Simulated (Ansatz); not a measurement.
Redistribution: C4H9ClO + C2F4 → C4H9FO + C2ClF3

Species: C4H9ClO (2-chloroethyl ethyl ether) `CCOCCCl`, singlet; C2F4 (tetrafluoroethylene) `FC(F)=C(F)F`, singlet; C4H9FO `CCOCCF`, singlet; C2ClF3 (chlorotrifluoroethylene) `FC(F)=C(F)Cl`, singlet. The partners trade Cl for F; both sit on C, so the bond types are kept.

Shapes, held fixed at every level: PBE0-D4/def2-TZVP. Flexible molecules stand in one conformer, not always the lowest. Programs: Ansatz 0.2.0. The zero-point and thermal change to 298 K, harmonic and unscaled (PBE0-D4/def2-TZVP), is -0.3 kJ/mol.

| level | kind | ΔH(298 K) (kJ/mol) | less CCSD(T)/CBS estimate |
| --- | --- | --- | --- |
| HF/def2-SVP | Hartree–Fock | +6.5 | +0.8 |
| B3LYP-D4/def2-TZVPP | global hybrid | +4.2 | -1.5 |
| PBE0-D4/def2-TZVPP | global hybrid | +7.0 | +1.3 |
| r2SCAN0-D4/def2-TZVPP | global hybrid | +6.7 | +1.0 |
| B2PLYP/def2-TZVPP | double hybrid | +3.4 | -2.3 |
| CCSD(T)/def2-TZVPP | coupled cluster or CI | +6.7 | +1.0 |
| CCSD(T)/CBS estimate | coupled cluster or CI | +5.7 | 0.0 |

The highest level, CCSD(T)/CBS estimate, gives ΔH(298 K) = +5.7 kJ/mol; the levels span +3.4 to +7.0. The column of differences is taken from that level and isn't an error. No measured value is set beside it here. The CBS estimate extrapolates MP2 from def2-TZVPP and def2-QZVPP and adds CCSD(T) − MP2 in the triple-zeta set, cores frozen.

The exchange is mildly endothermic, +5.7 kJ/mol at the highest level, and every level gives the same sign. Fluorine thus slightly prefers the perfluorinated alkene to the primary alkyl carbon, relative to chlorine. A C–F bond is much stronger than a C–Cl bond, but one of each is present on both sides, so most of that difference cancels. What remains is probably a balance of substituent effects: geminal fluorines and lone-pair donation into the π system favour fluorine on the alkene, while repulsion between the fluorine lone pairs and the filled π orbital works against it.

The same cancellation probably removes part of the correlation error too, but the only Hartree–Fock value is in a small basis, so the table does not isolate the effect of correlation. That Hartree–Fock value lies close to the coupled-cluster result, though in so small a basis this agreement probably owes something to compensating errors and says little about its accuracy for C–F or C–Cl bond energies themselves. The spread among the levels is too small to rank the functionals in general. The reaction enthalpy also says nothing about the barrier to halogen exchange.
